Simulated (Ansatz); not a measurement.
Abstraction of H: GeH3I + C3H7 → GeH2I + C3H8

Species: GeH3I `[GeH3][I]`, singlet; C3H7 (methylethyl) `C[CH]C`, doublet; GeH2I `[GeH2][I]`, doublet; C3H8 (propane) `CCC`, singlet. A radical takes H: the energy is the difference in strength between the Ge–H bond broken and the C–H bond made.

Shapes, held fixed at every level: PBE0-D4/def2-TZVP. Programs: Ansatz 0.2.0. The zero-point and thermal change to 298 K, harmonic and unscaled (PBE0-D4/def2-TZVP), is +14.2 kJ/mol.

```tsv
level	kind	ΔH(298 K) (kJ/mol)	less CCSD(T)/def2-TZVPP	CPU time (sum over the molecules)
SPW92/def2-TZVPP	LDA	-73.7	-11.0	9.4 s
PBE-D4/def2-TZVPP	GGA	-67.6	-4.9	18 s
B3LYP-D4/def2-TZVPP	global hybrid	-63.5	-0.8	26 s
wB97M-V/def2-TZVPP	range-separated hybrid	-67.4	-4.7	85 s
wB97X-V/def2-TZVPP	range-separated hybrid	-58.5	+4.2	57 s
MP2/def2-TZVPP	perturbation theory	-70.6	-7.9	–
CCSD/def2-TZVPP	coupled cluster or CI	-59.4	+3.3	–
CCSD(T)/def2-TZVPP	coupled cluster or CI	-62.7	0.0	16 min
```

The highest level, CCSD(T)/def2-TZVPP, gives ΔH(298 K) = -62.7 kJ/mol; the levels span -73.7 to -58.5. The column of differences is taken from that level and isn't an error. No measured value is set beside it here. Open shells run unrestricted unless RO is named. For atoms past krypton def2 sets carry core potentials with scalar relativity. Relativity is left out for Ge unless named. Correlated rows may include outer-core shells of Ge, I, which these sets cover unevenly. Times are processor times on shared x86 and Arm servers, and rough.

Every level makes hydrogen transfer from germanium to carbon clearly exothermic, so the Ge–H bond of iodogermane is weaker than the secondary C–H bond formed in propane. The main reason is overlap: germanium's diffuse 4s and 4p valence orbitals bind hydrogen less effectively than carbon's compact 2s and 2p orbitals. Hyperconjugation stabilises the isopropyl radical and reduces the driving force, but doesn't cancel it. The positive vibrational and thermal term acts the same way, chiefly because the new C–H bond is stiffer than the Ge–H bond it replaces.

One bond is exchanged for another, so much of the correlation error should cancel, though not all, since the two bonds differ in character. MP2 overshoots the exothermicity and CCSD falls short of it relative to CCSD(T). The two range-separated hybrids fall on opposite sides of CCSD(T), so functional class alone doesn't predict the deviation, and B3LYP's close agreement may be partly fortuitous. The favourable enthalpy doesn't establish a low barrier or fast abstraction.
